Gamma is the row that looks wrong. Going from HSE06 to PBE0 lifts its lowest empty level by 0.753 eV, while the same band rises by 0.766 to 0.778 eV at the other eight points. The lag deserves attention because Gamma holds the conduction minimum, so its rise is also the rise of the gap. It is nevertheless a small dent in a large and almost uniform lift, and the cause of the lift has to be clear before the dent can be judged.

Band levels of HfSi3O8 (12-atom orthorhombic cell, space group Pmm2) with HSE06 (cheaper level) and PBE0 (costlier level), each measured from its own valence top. Ansatz 0.2.0, plane-wave PAW, 420 eV cutoff, 4×4×4 k mesh, no spin polarisation, fixed r2SCAN-relaxed geometry. The point extra_v is the valence top located with PBE, at (0.375, 0, −0.5) in reciprocal-lattice units.

| point name | band v2, cheaper level (eV) | band v1, cheaper level (eV) | band c1, cheaper level (eV) | band c2, cheaper level (eV) | band v2, costlier level (eV) | band v1, costlier level (eV) | band c1, costlier level (eV) | band c2, costlier level (eV) |
| --- | --- | --- | --- | --- | --- | --- | --- | --- |
| Gamma | -0.327 | -0.292 | 5.676 | 6.506 | -0.326 | -0.293 | 6.429 | 7.271 |
| X | -0.547 | -0.330 | 6.640 | 7.747 | -0.552 | -0.331 | 7.406 | 8.529 |
| S | -0.763 | -0.352 | 6.847 | 7.671 | -0.767 | -0.355 | 7.615 | 8.453 |
| Y | -0.691 | -0.123 | 7.079 | 7.952 | -0.692 | -0.122 | 7.852 | 8.739 |
| Z | -0.480 | -0.383 | 6.219 | 7.422 | -0.483 | -0.385 | 6.990 | 8.196 |
| U | -0.147 | -0.049 | 7.093 | 7.641 | -0.149 | -0.050 | 7.867 | 8.423 |
| R | -0.249 | -0.171 | 7.214 | 7.818 | -0.251 | -0.173 | 7.989 | 8.601 |
| T | -0.738 | -0.654 | 7.076 | 7.928 | -0.741 | -0.655 | 7.854 | 8.714 |
| extra_v | -0.269 | 0.000 | 7.064 | 7.910 | -0.272 | 0.000 | 7.840 | 8.694 |

In the table, v1 is the highest filled band and v2 the one below it, while c1 is the lowest empty band and c2 the next. The cheaper level is HSE06 and the costlier one PBE0. Each counts energy from its own highest filled level, which lies at the point called extra_v. The gap therefore runs from extra_v to Gamma, and it grows from 5.68 to 6.43 eV. The point extra_v was located with PBE, so the true valence top of either hybrid could lie slightly away from it. The cell was built from a tetragonal host but is itself orthorhombic, with three unequal edges and space group Pmm2. The crystal is a hypothetical one held at a fixed geometry, so these values compare two hybrids with each other and not with an experiment.

### A shift, not a stretch

The row T shows what kind of change this is. Its lowest empty level goes from 7.076 to 7.854 eV, the largest rise in c1. Its highest filled level, well below the valence top, goes only from −0.654 to −0.655 eV. The empty bands have moved away from the filled ones, but the filled bands have kept their spacing.

A general stretch of the energy scale would look different. If all energies grew by one common factor, the best factor for c1 over the nine points would be an increase of 11 percent, and v1 at T would sink to −0.73 eV. That stretch also misses the c1 levels by 0.05 eV (root mean square), whereas one common shift, adjusted to the same nine levels, misses them by 0.007 eV. The change depends on whether a level is filled or empty, and hardly on its energy or its place in the band structure.

### Why filled and empty levels part

Both hybrids replace a quarter of the semilocal exchange, which is computed from the local density and its gradient, by exact exchange, which is computed from the orbitals. HSE06 makes this replacement only at short distances. PBE0 makes it at all distances. The two therefore differ in the long-range part of the exchange, where the interaction between two electrons a distance $r$ apart is $\mathrm{erf}(\omega r)/r$ in atomic units. The range parameter $\omega$ sets where the short range ends.

Near $r=0$ this interaction is flat, with the value $J=2\omega/\sqrt{\pi}$. It falls slowly at first and has lost about a quarter of this value at $r=1/\omega$, which is about 4.8 Å here. In a wide-gap insulator the filled states can be combined into compact orbitals on ions and bonds, so exchange links points that are mostly closer together than that. Theory thus allows the long-range interaction to be treated, as a first approximation, as the constant $J$.

The consequence is simple. Exact exchange acts on an orbital through its overlap with each filled orbital, weighted by the interaction. When the interaction is constant, only the plain overlaps remain. A filled orbital overlaps fully with itself and is pulled down by $J$; an empty orbital is orthogonal to every filled one and feels no pull. The k point and the shape of the orbital have dropped out, which is why whole bands move without changing form.

PBE0 also removes the semilocal exchange that HSE06 had kept at long range. That form surrounds each electron with a hole containing exactly one electron's charge, so a constant interaction gives an energy of $-J/2$ per electron, whatever the density. An energy that only counts electrons gives the same potential, $-J/2$, everywhere. Removing it raises filled and empty levels alike by $J/2$. In total, full replacement would lower the filled levels by $J/2$ and raise the empty ones by $J/2$.

### The estimate for Gamma

The hybrids replace only a quarter of the exchange, so the separation between filled and empty levels should grow by $J/4$. With the usual range parameter of HSE06, recalled and rounded as 0.11 inverse bohr, this gives

$$
\frac{J}{4}=\frac{1}{4}\times\frac{2\times 0.11}{\sqrt{\pi}}\times 27.2\ \mathrm{eV}\approx 0.84\ \mathrm{eV}.
$$

The computed rise at Gamma is 0.75 eV, so the estimate is about 12 percent too high relative to that value. No level from the table entered it, and Gamma was not used to adjust it.

The model also predicts how the two band edges share the change: each should move by half the step, 0.42 eV, in opposite directions. Both calculations use the same cell and atoms, so their absolute levels can be compared if the zero of the average potential is taken as common. On that scale the valence top falls by 0.40 eV and the conduction minimum rises by 0.35 eV. The opening is indeed shared between the edges, and the larger part of the shortfall sits on the empty side.

A further test comes from the energies. In the model, exact and semilocal exchange give the same long-range energy, although they place the levels differently. For the 86 electrons that the calculation treats explicitly, outside the frozen atomic cores, the exact-exchange energy of the cell should fall by 36.3 eV, and the calculation gives a fall of 35.9 eV. The total energy changes by only about 0.01 eV per electron, because the removed semilocal part almost balances the added exact part. The close match in the first comparison should not be over-read, since rounding $\omega$ alone can change the prediction by about 5 percent.

### Where the constant interaction fails

The real interaction weakens with distance, and theory tells in which direction this acts. A filled orbital is pulled down by less than the full $J$, because parts of it that lie far apart interact more weakly. For an empty orbital, the positive and negative contributions to each overlap no longer cancel completely, and what remains always pulls it down. Both effects make the opening smaller than the estimate, as found. Their sizes are not separated here from the uncertainty in $\omega$.

The same reasoning offers a possible explanation for Gamma. Its c1 and c2 levels are the lowest listed for their bands, and both rise least. If these states are coupled more strongly to the filled ones across the gap, the incomplete cancellation would hold them back more. This is a guess, because the coupling was not computed.

The k mesh could also produce the lag. Long-range exchange converges slowly with the mesh, and only one mesh was used for PBE0. The c1 rises at the nine points span just 0.025 eV, so a modest mesh error could account for much of their pattern. A straight line through these rises, with Gamma included, climbs by 0.013 eV for each eV of level height; it describes the pattern but does not decide between the two causes. The printed analysis that follows gives the changes point by point.

### What carries over

For this crystal, the practical result is that the two HSE06 bands on each side of the gap can be turned into PBE0 ones with a single correction. Leaving the filled bands in place and raising the empty ones by 0.77 eV reproduces every listed level to within 0.02 eV. The correction itself had to be taken from PBE0, since the simple estimate would have made it nearly a tenth too large.

For a neighbouring insulator treated with the same two hybrids, the question to ask is how far exchange reaches between its filled states. The step $J/4$ contains the mixing share and the range parameter, but no property of hafnium, silicon or oxygen. Where the filled states are compact compared with $1/\omega$, the argument again leads to a nearly rigid shift of similar size. Where they spread further, as is typical of semiconductors with small gaps, the interaction is less constant over their extent and the shift should be smaller.

Output of the analysis:

```
Change from HSE06 to PBE0, each from its own valence top (eV):
      row      v2      v1     c1     c2
    Gamma   0.001  -0.001  0.753  0.765
        X  -0.005  -0.001  0.766  0.782
        S  -0.004  -0.003  0.768  0.782
        Y  -0.001   0.001  0.773  0.787
        Z  -0.003  -0.002  0.771  0.774
        U  -0.002  -0.001  0.774  0.782
        R  -0.002  -0.002  0.775  0.783
        T  -0.003  -0.001  0.778  0.786
  extra_v  -0.003       0  0.776  0.784
Gap in HSE06 (eV): 5.676
Gap in PBE0 (eV): 6.429
Mean rise of c1 (eV): 0.7704
Spread of the rise of c1, largest less smallest (eV): 0.025
Mean rise of c2 (eV): 0.7806
Spread of the rise of c2, largest less smallest (eV): 0.022
Width of c1 over the listed points, HSE06 (eV): 1.538
Width of c1 over the listed points, PBE0 (eV): 1.56
Rival, proportional stretch fitted to c1 (percent): 11.33
Rms miss of a rigid shift on c1 (eV): 0.007135
Rms miss of a proportional stretch on c1 (eV): 0.04877
v1 at T that the stretch would give (eV): -0.7281
Length 1/omega (angstrom): 4.811
Model step between filled and empty levels (eV): 0.8444
Model step above the mean rise of c1 (percent): 9.597
Model move of each edge, half a step (eV): 0.4222
Computed move of the valence top (eV): -0.3993
Computed move of the conduction minimum (eV): 0.3537
Computed change of exact-exchange energy per cell (eV): -35.85
Model change of exact-exchange energy per cell (eV): -36.31
Computed change of total energy per electron (eV): 0.01248
fit of dc1 on 9 rows: constant 0.6832 +/- 0.018, coefficient of point_c1 0.01289 +/- 0.0027; rms 0.00348, worst Z -0.00763, leave-one-out rms 0.00546
```
